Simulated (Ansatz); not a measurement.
A ladder of methods for BH3 (borane)

BH3: 4 atoms, total charge 0, spin state singlet. SMILES: `B`. Geometry: relaxed at PBE0-D4/def2-TZVP.

```xyz
4

B     0.0139   -0.0151   -0.0051
H     0.9822    0.3817    0.5688
H    -0.2762   -1.1718    0.0430
H    -0.6644    0.7449   -0.6269
```

Each level gives the energy change with the B1–H2 bond stretched from 1.193 to 1.492 Å (eV). The values are calculated.

| level | kind | program | value (eV) | less CCSDT/6-31G* |
| --- | --- | --- | --- | --- |
| SVWN5/6-31G* (spherical functions) (restricted) | LDA | Ansatz | 0.61 | -0.06 |
| PBE0/6-31G* (spherical functions) (restricted) | global hybrid | Ansatz | 0.68 | +0.01 |
| r2SCAN0/6-31G* (spherical functions) (restricted) | hybrid meta-GGA | Ansatz | 0.72 | +0.05 |
| HSE06/6-31G* (spherical functions) (restricted) | range-separated hybrid | Ansatz | 0.68 | +0.01 |
| RPA@PBE/6-31G* (spherical functions) (restricted) | RPA | Ansatz | 0.65 | -0.02 |
| MP2/6-31G* (spherical functions) (restricted) | perturbation theory | Ansatz | 0.73 | +0.06 |
| BCCD(T)/6-31G* (spherical functions) (restricted) | coupled cluster or CI | Ansatz | 0.67 | 0.00 |
| CCSDT/6-31G* (spherical functions) (restricted) | coupled cluster or CI | Ansatz | 0.67 | 0.00 |
| FCI/3-21G | exact in the basis | Ansatz | 0.61 | -0.06 |

CCSDT/6-31G* (spherical functions) (restricted) is the highest level here, not the true value. The first shape isn't each level's own minimum. The values span 0.61 to 0.73 eV. High-level rows in very small sets aren't better than simpler rows in larger ones.

Stretching one B–H bond costs 0.67 eV with CCSDT, and BCCD(T) gives the same value, so treating triple excitations perturbatively is adequate at this extension. The cost comes from reduced overlap between the boron sp2 hybrid and hydrogen 1s, which weakens the two-electron σ bond. The σ–σ* gap narrows as well, making left–right correlation more important, but the coupled-cluster agreement suggests that the bond is still far from the diradical regime.

PBE0 and HSE06 both give 0.68 eV, so screening long-range exchange hardly matters for such a compact, localised bond. MP2 is the highest at 0.73 eV, probably because it lacks the higher-order correlation that increasingly stabilises the stretched bond. The match between LDA and FCI/3-21G at 0.61 ev is no validation of LDA, since the two describe the bond in different orbital spaces.

A single displacement fixes neither the harmonic force constant nor the dissociation energy, so the ordering of methods here need not carry over to either.
